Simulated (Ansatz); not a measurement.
TiN: the change of pressure and energy less free atoms with volume per atom

Periodic Kohn-Sham DFT of a crystal at fixed atoms; pressure and stress are positive in compression; the energy is the free energy less that of spherical unpolarised free atoms; site moments are those in the method's own spheres, positive along +z. The results are calculated, by Ansatz 0.2.0.

Cell of the first row (space group Fm-3m, No. 225):
```
cell vectors (Å)
   0.0000     2.0787     2.0787
   2.0787     0.0000     2.0787
   2.0787     2.0787     0.0000
atoms (fractions of the cell vectors)
Ti  0.00000  0.00000  0.00000
N   0.50000  0.50000  0.50000
```

Settings of every row: method all-electron LAPW; functional PBEsol; relativity scalar; k mesh 13x13x13; filling fermi-dirac; smearing width 0.05 eV; basis error target 0.5 meV/atom; nucleus gaussian.

Atom start moment: 0 on all atoms.

```
row  volume per atom (Å³)  pressure (GPa)  energy less free atoms (eV/atom)
  1                 8.982          10.757                           -9.8394
  2                 8.987          10.573                           -9.8397
  3                 9.173           3.794                            -9.848
  4                 9.364          -2.457                           -9.8488
  5                  9.46          -5.338                           -9.8464
  6                 9.555               ?                                 ?
  7                 9.651         -10.654                           -9.8368
  8                 9.746         -13.105                           -9.8297
  9                 9.937         -17.625                           -9.8114
 10                10.128          -21.68                           -9.7879
```

Question: what pressure and energy less free atoms should row 6 give?

Worked fit of pressure. Take u = (V_r/V)^(2/3) − 1 with V_r = 9.46 Å³ an atom, which is twice the finite (Eulerian) strain; such expansions in the strain, on which the Birch-Murnaghan equation of state is built, carry the rest volume and the bulk modulus. The shown rows have u = 0.03517, 0.03479, 0.02075, 0.00682, 0, -0.01324, -0.01966, -0.03226, -0.04447. Least squares give pressure = −5.3458 + 416.512 × u + 1145.31 × u² + 903 × u³ GPa; a parabola predicts inner rows, each left out in turn, worse (root mean square 0.018 against 0.009 GPa). The rows lie off it by -0.002, 0.004, -0.004, -0.005, 0.008, 0.008, -0.006, -0.004, 0.003 (root mean square 0.0053 GPa). The pressure vanishes at u = 0.0124, or V = 9.287 Å³ an atom, and there the bulk modulus at fixed shape and fractions is B = −V dP/dV = (2/3)(1 + u) dP/du = 301 GPa. The withheld row has u = -0.00664, so the fit gives −5.3458 + 416.512 × (-0.00664) + 1145.31 × (-0.00664)² + 903 × (-0.00664)³ = -8.061 GPa.

The calculation gave -8.068 GPa. The fit lies 0.007 GPa (0.022 % of the column's range) above it; its largest miss of a shown row is 0.008 GPa.

Worked fit of energy less free atoms. Take u = (V_r/V)^(2/3) − 1 with V_r = 9.46 Å³ an atom, which is twice the finite (Eulerian) strain; such expansions in the strain, on which the Birch-Murnaghan equation of state is built, carry the rest volume and the bulk modulus. The shown rows have u = 0.03517, 0.03479, 0.02075, 0.00682, 0, -0.01324, -0.01966, -0.03226, -0.04447. Least squares give energy less free atoms = −9.84641 − 0.4748 × u + 19.061 × u² + 3.4 × u³ eV/atom; a parabola predicts inner rows, each left out in turn, worse (root mean square 6.9e-05 against 4.1e-05 eV/atom). All shown rows lie on it to the printed digit. Its lowest point lies at u = 0.0124, or V = 9.287 Å³ an atom, and the curvature there gives the bulk modulus at fixed shape and fractions, B = (4/9)(1 + u)² E″(u)/V = 302 GPa. The withheld row has u = -0.00664, so the fit gives −9.84641 − 0.4748 × (-0.00664) + 19.061 × (-0.00664)² + 3.4 × (-0.00664)³ = -9.8424 eV/atom.

The calculation gave -9.8424 eV/atom. The fit meets it to the printed digit.
